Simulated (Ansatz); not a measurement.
## From three elastic constants to directional properties of TiCo$_{3}$

Method: Ansatz 0.2.0, DFT LDA, scalar-relativistic, plane waves, PAW. Plane waves to 420 eV; Γ-centred k mesh 12×12×12; Fermi-Dirac smearing of 0.15 eV. No spin polarisation.

The cell, relaxed at this level:
```yaml
crystal:
  lattice:
    - [3.49422, 0.00000, 0.00000]
    - [0.00000, 3.49422, 0.00000]
    - [0.00000, 0.00000, 3.49422]
  atoms:
    - { symbol: Ti, position: [0.00000, 0.00000, 0.00000] }
    - { symbol: Co, position: [0.00000, 0.50000, 0.50000] }
    - { symbol: Co, position: [0.50000, 0.00000, 0.50000] }
    - { symbol: Co, position: [0.50000, 0.50000, 0.00000] }
```

In a metal, frequencies and elastic constants depend on the k mesh and the smearing, soft modes and shear constants most. Spin polarisation was left out, and a magnetic state may lie lower.

With ions relaxed, on the cubic axes: C11 = 358.1, C12 = 206.4, C44 = 170.5 GPa. The density is 8.745 g/cm³.

Problem. Is the crystal stable against strain, and how anisotropic is it?

Solution. Born's conditions hold: C11 + 2C12 = 770.9, C11 − C12 = 151.8 and C44 = 170.5 GPa are all positive. B = (C11 + 2C12)/3 = 257.0 GPa. The two shear moduli are C44 and C′ = (C11 − C12)/2 = 75.9 GPa, so Zener's ratio is A = C44/C′ = 2.25: the tetragonal shear C′ is the soft one, as in many fcc and bcc metals and zincblende crystals. The Cauchy pressure C12 − C44 is 35.9 GPa; it would vanish for pair forces between atoms on inversion centres at zero pressure, and a positive value is usual with metallic or many-body binding.

Problem. Give the sound speeds along the three symmetry directions.

Solution. The Christoffel equation gives ρv² for each branch:
| direction | branch | ρv² | GPa | v (m/s) |
| --- | --- | --- | --- | --- |
| [100] | L | C11 | 358.1 | 6400 |
| [100] | T (×2) | C44 | 170.5 | 4416 |
| [110] | L | (C11 + C12 + 2C44)/2 | 452.8 | 7196 |
| [110] | T, u ∥ [001] | C44 | 170.5 | 4416 |
| [110] | T, u ∥ [1-10] | (C11 − C12)/2 | 75.9 | 2946 |
| [111] | L | (C11 + 2C12 + 4C44)/3 | 484.3 | 7442 |
| [111] | T (×2) | (C11 − C12 + C44)/3 | 107.4 | 3505 |

Problem. How does Young's modulus depend on direction?

Solution. Inverting gives S11 = 4.826, S12 = -1.764, S44 = 5.864 TPa⁻¹. Along a unit vector (l, m, n), 1/E = S11 − 2(S11 − S12 − S44/2)(l²m² + m²n² + n²l²), where the last bracket is 0, 1/4 and 1/3 for [100], [110] and [111]: E = 207, 334 and 419 GPa. With A > 1 the body diagonal is stiffest. For a film on (001), the biaxial modulus is C11 + C12 − 2C12²/C11 = 327 GPa and the normal strain is −2C12/C11 = -1.15 times the in-plane one.

TiCo₃ resists volume change strongly but yields much more readily to tetragonal shear, and the slow [110] transverse wave polarised along [1-10] carries the same softness. The close-packed geometry accounts for much of this. Nearest neighbours lie along face diagonals, so the C44 shear directly stretches and compresses some of these contacts, whereas the C′ strain leaves one set unchanged to first order and loads the others less effectively. Pulling along [100] draws on the soft C′ shear, while pulling along [111] draws on the stiffer C44, hence the rise in Young's modulus from 207 to 419 GPa. The positive Cauchy pressure suggests that d-electron bonding here is not strongly directional, though it doesn't by itself establish ductility.

The relaxed lattice parameter of 3.49422 Å is clearly shorter than experiment, probably mainly because LDA overbinds 3d metals, so the bulk modulus of 257.0 GPa is likely too high. The positive elastic eigenvalues establish stability against small homogeneous strains, not against finite-wavelength phonons or decomposition into competing phases.
